## Question

Five molecules share the formula C₃H₈N₂Si. In the table, the numbers in brackets label the heavy atoms, and the links say which of them are joined.

Isolated, neutral C₃H₈N₂Si molecules, with geometries optimised and GFN2-xTB energies computed in xtb 6.7.1. The functional column gives single-point energies at those geometries from Ansatz 0.2.0, at the r2SCAN-D4/def2-SVP level with restricted Kohn–Sham orbitals.

```tsv
structure	energy above the lowest, functional (kcal/mol)	energy above the lowest of its own list, GFN2-xTB (kcal/mol)	heavy atoms with their hydrogens, and links	spin multiplicity
5	0.000	17.480	C(1) CH2(2) CH2(3) N(4) NH2(5) SiH2(6); links 1-2, 2-3, 1-4, 3-6, 5-6	1
4	3.800	19.640	CH3(1) CH2(2) C(3) NH(4) N(5) SiH2(6); links 1-2, 2-4, 3-5, 3-6, 4-6	1
2	5.740	14.490	CH3(1) CH2(2) C(3) NH(4) N(5) SiH2(6); links 2-3, 1-4, 3-5, 2-6, 4-6	1
3	10.790	20.170	CH3(1) CH3(2) C(3) N(4) N(5) SiH2(6); links 1-4, 2-4, 3-5, 3-6, 4-6	1
1	26.160	0.000	CH2(1) CH2(2) CH(3) N(4) N(5) SiH3(6); links 1-2, 2-3, 1-4, 3-5, 4-5, 4-6	1
```

(a) Draw the five structures and say what sets one of them apart.

(b) Explain the order of the other four in the functional column.

(c) Explain where the functional puts the odd one out.

(d) GFN2-xTB, a fast tight-binding method, gives a different order. What can be concluded from the disagreement?

## Model answer

**(a)** Four of the structures are open chains that end in a nitrile group, C≡N:

- Structure 5: NC–CH₂–CH₂–SiH₂–NH₂
- Structure 4: CH₃CH₂–NH–SiH₂–CN
- Structure 2: CH₃–NH–SiH₂–CH₂–CN
- Structure 3: (CH₃)₂N–SiH₂–CN

Structure 1 is a five-membered ring with a C=N double bond and an N–N single bond, and it carries an SiH₃ group on one nitrogen. Each of the five contains one Si–N bond, so the number of such bonds cannot decide the order.

**(b)** In the four chains, the main change is in the number of carbon atoms on the amine nitrogen. (The nitrile also moves: it sits on carbon in structures 5 and 2 and on silicon in 4 and 3, a difference that average bond energies ignore.) Structure 5 has none there, structures 4 and 2 have one, and structure 3 has two. Each step up this ladder exchanges one C–C and one N–H bond for one C–N and one C–H bond.

Bond polarity offers a simple reason why the exchange costs energy. Nitrogen attracts electrons more strongly than carbon or hydrogen does, and a bond between unlike partners is strengthened when charge shifts towards the greedier atom. This gain is large in N–H, smaller in C–N, slight in C–H and absent in C–C. A nitrogen that gives up hydrogen for carbon therefore loses more than the new C–H bond returns.

Rough average bond energies, in kcal/mol, turn this into an estimate:

- bonds given up: C–C 83 + N–H 93 = 176
- bonds formed: C–N 73 + C–H 99 = 172
- cost of one exchange: 176 − 172 = 4

The four chains should then lie at 0, 4, 4 and 8 kcal/mol. The functional puts structures 4 and 2 at 3.8 and 5.7 above structure 5, and structure 3 at 10.8. The count thus gives the right ladder, with steps that are on average somewhat too small.

The cleanest comparison is between structures 4 and 3, which share the SiH₂–CN end and differ only in the amine. The functional separates them by 7.0 kcal/mol. The free amines behave alike: dimethylamine is less stable than ethylamine by roughly 7 kcal/mol. This suggests that the cost belongs mainly to the amine and not to the silicon group attached to it.

**(c)** The functional puts the ring highest, 20 kcal/mol above structure 2. These two make a convenient pair because they have equal numbers of C–H bonds. In going from the chain to the ring, the nitrile gives up one of its three bonds, and the molecule gains one single bond overall.

Such a trade often pays, since a new C–C single bond is worth more than the π bond (the sideways overlap of a multiple bond) that is spent on it. Here it is a bad bargain. The third bond of a nitrile is worth roughly 60 kcal/mol, about as much as the π bond of C=C, but the single bond gained in return is N–N. Such a bond is weak on average, about 39, largely because each nitrogen carries a lone pair and the two pairs repel each other across a short distance.

That part of the trade costs about 21 kcal/mol. The remaining change, Si–C and N–H for C–C and Si–H, costs about 10 more. The estimate of 31 has the right sign and overshoots the computed 20. One likely reason is that the nitrogen carrying the SiH₃ group shares its lone pair with the C=N bond, which steadies the ring and which a sum of average bonds ignores. The GFN2-xTB bond orders show signs of this: 1.2 for N–N, a little more than a single bond, and 0.15 between that nitrogen and the carbon of C=N, although the two are not directly joined. They do not tell how much energy the sharing is worth.

**(d)** GFN2-xTB turns the main result upside down. It places the ring 14 kcal/mol below structure 2, where the functional places it 20 above, a change of 35 kcal/mol. Both columns use the same molecular shapes, so the reversal comes from how the two methods turn a given shape into an energy.

The tight-binding method does recognise the bonds. Its bond orders are 2.8 for the nitrile in structure 2, and 1.8 for C=N and 1.2 for N–N in the ring. What differs is the energy it assigns to the whole pattern. This method was adjusted mainly to give good shapes, vibrations and weak attractions between molecules, and its energies can err by tens of kcal/mol when bonds of different kinds are compared.

The disagreement is not confined to the ring. GFN2-xTB makes structure 3 only 0.5 kcal/mol less stable than structure 4, against 7.0 with the functional, and it moves structure 2 to the front of the nitriles. For a screening job, the conclusion is to take shapes from such a method and to recompute the energies before any candidate is dropped. Had only the best GFN2-xTB entry been kept here, it would have been the one that the functional ranks last.

## Remarks on the reasoning

**Why bond counting is good enough here.** Even without the Si–N bond, the bond energies in one of these molecules add up to nearly 1200 kcal/mol, and an error of one per cent in that sum would exceed the whole spread of the nitriles. The count works for the chains because most bonds are the same on both sides and cancel. The cost of one exchange is still a small difference between rough averages, so only its sign and rough size carry weight. For the ring more bonds change kind, and the estimate, measured from structure 5, is 9 kcal/mol too high. The output printed below applies the same sum of average bond energies to all five structures; none of these energies was adjusted to the table.

**What should not be explained.** Structures 4 and 2 contain the same kinds and numbers of bonds, so the count cannot separate them. The functional does, by 1.9 kcal/mol, but a different folding of either chain, a larger basis or zero-point motion could change a gap of that size. A good answer treats the two as neighbours and leaves their order open.

**Which column to believe about the ring.** Two methods that disagree do not settle the matter by themselves. The bond energies side with the functional, and so does a Hartree–Fock calculation in a minimal basis, which puts the ring 9 kcal/mol above structure 2. That calculation is crude, so it supports the direction and not the size. The ring's high place is therefore well argued, while its exact height could still shift if the shapes were relaxed with the functional.

Numerical output:

```
Bonds that change along the list:
  row  C-C single  C-N single  C-H  N-H  N-N
    5           2           0    4    2    0
    4           1           1    5    1    0
    2           1           1    5    1    0
    3           0           2    6    0    0
    1           2           1    5    0    1
Energies above structure 5 in kcal/mol:
  row  functional  bond-energy estimate  estimate less functional  GFN2-xTB  GFN2-xTB less functional
    5           0                     0                         0         0                         0
    4         3.8                     4                       0.2      2.16                     -1.64
    2        5.74                     4                     -1.74     -2.99                     -8.73
    3       10.79                     8                     -2.79      2.69                      -8.1
    1       26.16                    35                      8.84    -17.48                    -43.64
Cost of one exchange of C-C and N-H for C-N and C-H, from rough bond energies, kcal/mol: 4
Sum of bond energies of structure 5 without Si-N, rough, kcal/mol: 1186
Mean of structures 4 and 2 above 5, functional, kcal/mol: 4.77
Structure 3 above that mean, functional, kcal/mol: 6.02
Structure 2 above 4, functional, kcal/mol: 1.94
Structure 3 above 4, functional, kcal/mol: 6.99
Structure 3 above 4, GFN2-xTB, kcal/mol: 0.53
Structure 1 above 3, functional, kcal/mol: 15.37
Structure 1 above 2, functional, kcal/mol: 20.42
Structure 1 above 2, GFN2-xTB, kcal/mol: -14.49
Change of that gap from GFN2-xTB to functional, kcal/mol: 34.91
Structure 1 above 2, bond-energy estimate, kcal/mol: 31
Spread of the four nitriles, functional, kcal/mol: 10.79
Spread of the four nitriles, GFN2-xTB, kcal/mol: 5.68
Structure 1 above 2, HF/STO-3G, kcal/mol: 8.636
Dispersion in favour of 1 over 2, GFN2-xTB, kcal/mol: 0.6269
Dispersion in favour of 1 over 2, D4, kcal/mol: 0.1544
GFN2-xTB bond orders, nitrile CN in 2, double CN in 1, N-N in 1: 2.801, 1.791, 1.166
```
